Notes on the two-mode noise of a Shockley-Read-Hall centre

1. Premises

I take a homogeneous, non-degenerate semiconductor of volume V at temperature T, with density N_t of identical centres that hold one extra electron (filled) or not (empty).

(P1) Carriers change band only through the centres, by the four processes of Shockley, Read and Hall (1952): electron capture and emission, hole capture and emission.
(P2) Each process is a memoryless jump of one carrier, with rate fixed by the momentary numbers.
(P3) No carriers cross the boundary of V, and shallow dopants stay ionised.
(P4) The mean state is thermal equilibrium; a bias only probes the conductance.

Notation: N, P, N_f are the numbers of free electrons, free holes and filled centres; n, p, n_t are these divided by V (cm⁻³). c_n, c_p are capture coefficients (cm³/s). With level E_t, and the degeneracy ratio absorbed in it, n1 = N_c exp[−(E_c−E_t)/kT], p1 = N_v exp[−(E_t−E_v)/kT], n1p1 = n0p0 = n_i². ν is frequency, ω = 2πν, spectra are one-sided.

2. Rates and the conserved charge

Per unit volume, electron capture runs at c_n n (N_t−n_t) and hole capture at c_p p n_t. The emission rates per centre do not depend on n or p, and detailed balance with the Fermi level placed at E_t (half filling, n = n1, p = p1) fixes them as c_n n1 and c_p p1. The net capture rates are

U_n = c_n[n(N_t−n_t) − n1 n_t],  U_p = c_p[p n_t − p1(N_t−n_t)],
dn/dt = −U_n,  dp/dt = −U_p,  dn_t/dt = U_n − U_p.   (1)

In equilibrium U_n = U_p = 0 separately, so n_t = N_t f with

f = n0/(n0+n1) = p1/(p0+p1),  1−f = p0/(p0+p1).   (2)

Every jump leaves P − N − N_f unchanged. Hence δn_t = δp − δn, and two variables x = (δn, δp) remain. Two variables mean two relaxation modes.

3. Linearisation

Differentiating (1) at equilibrium:

δU_n = a δn − A δn_t,  a = c_n N_t(1−f),  A = c_n(n0+n1),
δU_p = b δp + B δn_t,  b = c_p N_t f,  B = c_p(p0+p1).   (3)

Inserting δn_t = δp − δn gives dx/dt = −M x with

M = [[a+A, −A], [−B, b+B]].   (4)

I define the binomial variance density s and the equilibrium one-way rates g_n, g_p:

s = N_t f(1−f),  g_n = c_n n0 N_t(1−f),  g_p = c_p p0 N_t f.

By (2), A = c_n n0/f and B = c_p p0/(1−f), so

g_n = sA = a n0,  g_p = sB = b p0.   (5)

Then tr M = A+B+a+b, and det M = aB + bA + ab = sAB(1/n0 + 1/p0 + s/n0p0). Since sAB = c_n c_p N_t n0p0,

det M = c_n c_p N_t Σ,  Σ = n0 + p0 + s.   (6)

The eigenvalues are

λ_f,s = ½[tr M ± √((tr M)² − 4 det M)],  τ_f = 1/λ_f,  τ_s = 1/λ_s.   (7)

The discriminant equals (a+A−b−B)² + 4AB > 0, so they are real and distinct, and tr M > 0, det M > 0 make both positive.

4. Covariance

In the space X = (N, P) the jumps are r = (∓1, 0) and (0, ∓1), with total rates R_r. In a short time dt the product δX δXᵀ changes on average by Σ_r R_r (r δXᵀ + δX rᵀ + r rᵀ) dt. With the linearised drift Σ_r r R_r = −M δX, and R_r at its equilibrium value in the last term, Σ_r r rᵀ R_r = 2V G with G = diag(g_n, g_p): each channel has two directions of equal rate, and no jump moves N and P together. The terms dropped are of relative order 1/(sV), 1/(n0V), 1/(p0V). Writing ⟨δX δXᵀ⟩ = V C, stationarity requires

M C + C Mᵀ = 2G.   (8)

By (5), M = G K with the symmetric matrix

K = [[1/n0 + 1/s, −1/s], [−1/s, 1/p0 + 1/s]].

So C = K⁻¹ gives M C = G = C Mᵀ and solves (8); the solution is unique because no two eigenvalues of M sum to zero. With det K = Σ/(n0p0 s),

C = (1/Σ) [[n0(p0+s), n0p0], [n0p0, p0(n0+s)]].   (9)

No capture coefficient survives, as equilibrium statistics demands. Indeed xᵀKx = δn²/n0 + δp²/p0 + δn_t²/s: two Poisson populations and one binomial one, restricted to fixed charge. For the centres, δn_t = uᵀx with u = (−1, 1), and uᵀCu = s(n0+p0)/Σ. Number variances are V times these entries, density variances 1/V times.

5. Spectrum

For a Markov process with linear drift the conditional mean obeys dx/dt = −Mx, so for t ≥ 0

⟨δX(t) δX(0)ᵀ⟩ = V exp(−Mt) C.

For a 2×2 matrix with distinct eigenvalues, exp(−Mt) = P_s exp(−λ_s t) + P_f exp(−λ_f t), with projectors P_s = (λ_f − M)/(λ_f − λ_s) and P_f = (M − λ_s)/(λ_f − λ_s). Using M C = G, the weight matrices W = P C are

W_s = (λ_f C − G)/(λ_f − λ_s),  W_f = (G − λ_s C)/(λ_f − λ_s),  W_s + W_f = C.   (10)

Both are non-negative: C^(−1/2) M C^(1/2) = C^(−1/2) G C^(−1/2) is symmetric, its projectors Π are orthogonal, and W = C^(1/2) Π C^(1/2). For an observable Y = mᵀδX the Wiener-Khinchin theorem, S_Y = 4∫₀^∞ ⟨Y(t)Y(0)⟩ cos ωt dt, with ∫₀^∞ exp(−t/τ) cos ωt dt = τ/(1+ω²τ²), gives

S_Y(ν) = 4V [ w_s τ_s/(1+ω²τ_s²) + w_f τ_f/(1+ω²τ_f²) ],  w = mᵀW m.   (11)

Each Lorentzian integrates over ν to V w. Equations (7) and (9) to (11) hold at any N_t. Two sums need no roots:

w_s λ_s + w_f λ_f = mᵀG m,  w_s τ_s + w_f τ_f = mᵀM⁻¹C m = mᵀC G⁻¹C m.   (12)

6. Small N_t

The parameter is ε = (a+b)/(A+B), at fixed n0, p0. It controls everything: (aB+bA)/(A+B)² ≤ ε, and s/(n0+p0) = ab/(aB+bA) is at most a/A and at most b/B, so at most 2ε when I pick the larger of A and B.

Times. From λ_sλ_f = det M and λ_s+λ_f = tr M, λ_s = (det M/tr M)(1 + det M/(tr M)² + …). At lowest order λ_s = c_n c_p N_t(n0+p0)/(A+B). Inverting, with τ_n0 = 1/(c_n N_t) and τ_p0 = 1/(c_p N_t),

τ_s → τ_SRH = [τ_p0(n0+n1) + τ_n0(p0+p1)]/(n0+p0),   (13)
τ_f → τ_t = 1/[c_n(n0+n1) + c_p(p0+p1)].   (14)

τ_SRH is the small-signal lifetime and scales as 1/N_t; τ_t is the relaxation time of one centre in fixed bands. The next order of λ_s τ_SRH is 1 + s/(n0+p0) − (a+b)/(A+B) + (aB+bA)/(A+B)² = 1 + s/(n0+p0) − (aA+bB)/(A+B)². With a = sA/n0, b = sB/p0 and the identity (A²p0+B²n0)(n0+p0) − n0p0(A+B)² = (Ap0−Bn0)², this becomes

τ_s = τ_SRH(1+η+…),  η = s(Ap0−Bn0)²/[n0p0(n0+p0)(A+B)²] ≥ 0,   (15)
λ_f = tr M − λ_s = A + B + (aA+bB)/(A+B) + ….

Slow weight. G and λ_s are of first order in N_t, so W_s → C at s = 0:

W_s → [n0p0/(n0+p0)] [[1, 1], [1, 1]].   (16)

The slow mode is a pair fluctuation, δn = δp, of variance n0p0/(n0+p0) per unit volume.

Fast weight. Both terms in the numerator of W_f are of first order. By (5),

γ ≡ n0p0/[(n0+p0)τ_SRH] = sAB/(A+B) = g_n g_p/(g_n+g_p),   (17)

the two capture steps acting in series. The nn element of W_f is [sA − sAB/(A+B)]/(A+B) = sA²/(A+B)², the np element −sAB/(A+B)², the pp element sB²/(A+B)²:

W_f → s v vᵀ,  v = (A, −B)/(A+B).   (18)

Because uᵀv = −1, the fast mode carries the full trap variance N_t f(1−f) in δn_t. The bands share the compensating charge in proportion to their rates, δn = −[A/(A+B)] δn_t and δp = [B/(A+B)] δn_t, so the electron number sees only sA²/(A+B)² of it.

7. Which mode is seen in which observable

Conductance. With mobilities μ_n, μ_p fixed and the carriers spread uniformly, the conductance is proportional to μ_n N + μ_p P, so m = (μ_n, μ_p) and S_I/I² = S_Y/[V(μ_n n0+μ_p p0)]² at fixed voltage. From (16) and (18),

w_s → (μ_n+μ_p)² n0p0/(n0+p0),  w_f → s(μ_n A − μ_p B)²/(A+B)².   (19)

The ratio of fast to slow term in (11) is (w_f τ_f/w_s τ_s)(1+ω²τ_s²)/(1+ω²τ_f²). It rises monotonically, since τ_s > τ_f, towards w_f λ_f/(w_s λ_s). With (17),

ρ_σ = w_f λ_f/(w_s λ_s) → (μ_n A − μ_p B)²/[(μ_n+μ_p)² AB].   (20)

This does not depend on N_t. The fast Lorentzian rises above the 1/ω² tail of the slow one only if ρ_σ > 1, and it vanishes when μ_n A = μ_p B, where the electrons gained cancel the holes lost. As a check, the numerators add up to (A+B)(μ_n²A + μ_p²B), which reproduces mᵀGm in (12).

Trap occupancy. From (10), uᵀW_s u = [λ_f s(n0+p0)/Σ − s(A+B)]/(λ_f−λ_s). The first order in s cancels; the second, with λ_f from (15), is s[(aA+bB)/(A+B)² − s/(n0+p0)] = sη. The slow share of the trap variance is thus only η, but it is multiplied by the long time. With (15) and (17), slow over fast at ω = 0 is

ρ_t = η τ_SRH/τ_t = (Ap0−Bn0)²/[(n0+p0)² AB],   (21)

again independent of N_t. The second sum in (12) confirms it: Cu = s(−n0, p0)/Σ gives s(n0²/A + p0²/B)/Σ², which tends to sτ_t(1+ρ_t). So the variance of the occupancy belongs to the fast mode, while its low-frequency noise generally does not.

8. Range of validity

(a) Equations (7) to (12) need (P1) to (P4), n0 ≪ N_c, p0 ≪ N_v, and sV, n0V, p0V ≫ 1. The limits (13) to (21) need ε ≪ 1.
(b) Treating the sample as uniformly neutral needs a dielectric relaxation time τ_d = ε_r ε0/σ well below τ_f, and ωτ_d ≪ 1.
(c) Other recombination paths act in parallel. Band-to-band recombination with coefficient B_r adds B_r(n0+p0) to λ_s. Surfaces of velocity S on a bar of square section d×d add 4S/d if Sd/D_a ≪ 1, where D_a = (kT/q) μ_nμ_p(n0+p0)/(μ_n n0+μ_p p0) is the ambipolar diffusivity.
(d) Contacts that pin δn = δp = 0 at the ends of a length ℓ split the slow mode into modes sin(kπx/ℓ) with rates λ_s(1 + (kπL/ℓ)²), L = √(D_a τ_s). Their shares of the total variance are 8/(π²k²), k odd, and the sum multiplies the plateau by 1 − (2L/ℓ) tanh(ℓ/2L). The field E must keep the drift length μ_a E τ_s ≪ ℓ, with μ_a = μ_nμ_p|n0−p0|/(μ_n n0+μ_p p0).
(e) A third charge state adds a third mode and a second recombination link. For each link j, (3) reads δU_n,j = g_n,j(δn/n0 − θ_j) and δU_p,j = g_p,j(δp/p0 + θ_j), θ_j being the relative change of the filled-to-empty ratio. In the slow mode the populations are quasi-steady, δU_n,j = δU_p,j, which gives δU_j = γ_j(δn/n0 + δp/p0) with γ_j as in (17). The γ_j add.
(f) Johnson noise adds to (11); mobility and 1/f noise are outside the model.

9. Illustration: near-intrinsic Ge with Ni, 300 K

Inputs. Gap 0.66 eV (measured, compiled value, Wing 2021); ε_r = 16.2 (measured, compiled value, Ioffe Institute). Typical values: N_c = 1.04×10¹⁹ cm⁻³, N_v = 6.0×10¹⁸ cm⁻³, μ_n = 3900 and μ_p = 1900 cm²/Vs. Substitutional Ni is a double acceptor with levels at approximately E_v+0.23 eV (0/−) and E_c−0.30 eV (−/2−). The upper level lies near the Fermi level, so empty means Ni⁻ and filled Ni²⁻; I set the degeneracy ratios to one. Assumed for illustration: c_n = 1×10⁻⁸ cm³/s (repulsive centre), c_p = 2×10⁻⁷ cm³/s (attractive centre), N_t = 2×10¹² cm⁻³, n0 = 3.0×10¹³ cm⁻³, a bar of 10×1×1 mm³ (V = 0.01 cm³). I carry intermediate values unrounded; third and fourth figures serve only to compare the exact roots with the limits.

Statistics. kT = 25.85 meV, n_i = √(N_cN_v) exp(−E_g/2kT) = 2.26×10¹³, p0 = 1.70×10¹³, n1 = 9.49×10¹³, p1 = 5.38×10¹² cm⁻³, f = 0.240, s = 3.65×10¹¹ cm⁻³. Neutrality then asks for a net shallow donor density n0 − p0 + N_t(1+f) = 1.55×10¹³ cm⁻³.

Rates. A = 1.249×10⁶, B = 4.476×10⁶, a = 1.52×10⁴, b = 9.61×10⁴ s⁻¹, ε = 0.019, η = 0.0059, τ_n0 = 50 µs, τ_p0 = 2.5 µs. The pair variance n0p0/(n0+p0) is 1.09×10¹³ cm⁻³; electrons see the fraction 0.048 of s in the fast mode, holes 0.61. With ŵ = w/(μ_n n0+μ_p p0)²:

quantity | exact, (7) and (10) | small-N_t limit
τ_s (µs) | 30.63 | 30.45
τ_f (µs) | 0.1723 | 0.1747
ŵ_s (10⁻¹⁴ cm³) | 1.642 | 1.638
ŵ_f (10⁻¹⁸ cm³) | 6.79 | 6.59
ρ_σ | 0.074 | 0.070

τ_s exceeds τ_SRH by 0.6 %, as η says. At N_t = 2×10¹³ cm⁻³ and the same n0 (ε = 0.19) the roots give τ_s = 3.22 µs against τ_SRH = 3.04 µs, 5.8 % longer, and τ_f = 0.153 µs.

Spectrum at N_t = 2×10¹² cm⁻³. The corners 1/(2πτ) lie at 5.2 kHz and 0.92 MHz. The plateaus 4ŵτ/V of S_I/I² are 2.0×10⁻¹⁶ Hz⁻¹ (slow) and 4.7×10⁻²² Hz⁻¹ (fast). With σ = 0.0239 S/cm the bar has 4.18 kΩ and 4kTR = 6.9×10⁻¹⁷ V²/Hz, so at 1 V across it (current bias) the slow plateau is 2.9 times the Johnson noise. Here B/A = 3.58, close to the cancellation point μ_n/μ_p = 2.05; (20) exceeds one only for B/A below 0.32 or above 13. In the trap occupancy ρ_t = 1.03: the two modes share the zero-frequency noise about equally.

Neglected terms. n0/N_c = 2.9×10⁻⁶, sV = 3.65×10⁹ and τ_d = 60 ps are harmless. An approximate B_r = 6×10⁻¹⁴ cm³/s adds 2.8 s⁻¹ to λ_s = 3.26×10⁴ s⁻¹. D_a = 60 cm²/s gives L = 0.43 mm, so pinning contacts lower the plateau by the fraction 0.086; at 1 V/cm, μ_a = 645 cm²/Vs gives a drift length of 0.20 mm. An assumed S = 100 cm/s (Sd/D_a = 0.17) adds the fraction 0.12 to λ_s. For the lower Ni level p1′ = N_v exp(−0.23 eV/kT) = 8.2×10¹⁴ cm⁻³, so [Ni⁰]/[Ni⁻] = p0/p1′ = 0.021. Its link has γ′ < g_n′ = c_n′ n0 [Ni⁰], against γ = c_n n0 [Ni⁻] B/(A+B), so γ′/γ < 0.0265 c_n′/c_n: up to about a quarter if the neutral centre captures electrons ten times faster than Ni⁻. Contacts, surfaces and possibly the second level therefore each outweigh η and rival or exceed the share of the fast mode.

The model's result is a slow Lorentzian with τ ≈ 31 µs and plateau 2.0×10⁻¹⁶ Hz⁻¹, and a fast one with τ ≈ 0.17 µs that never adds more than about 7 % to the conductance noise. These are not numbers for real Ge:Ni. As typical knowledge, capture coefficients quoted for Ni in Ge scatter by a factor of several either way, and both times and both plateaus scale inversely with a common factor on c_n and c_p. The weight ŵ_s in the small-N_t limit is free of them, whereas ŵ_f, ρ_σ and ρ_t follow the ratio B/A.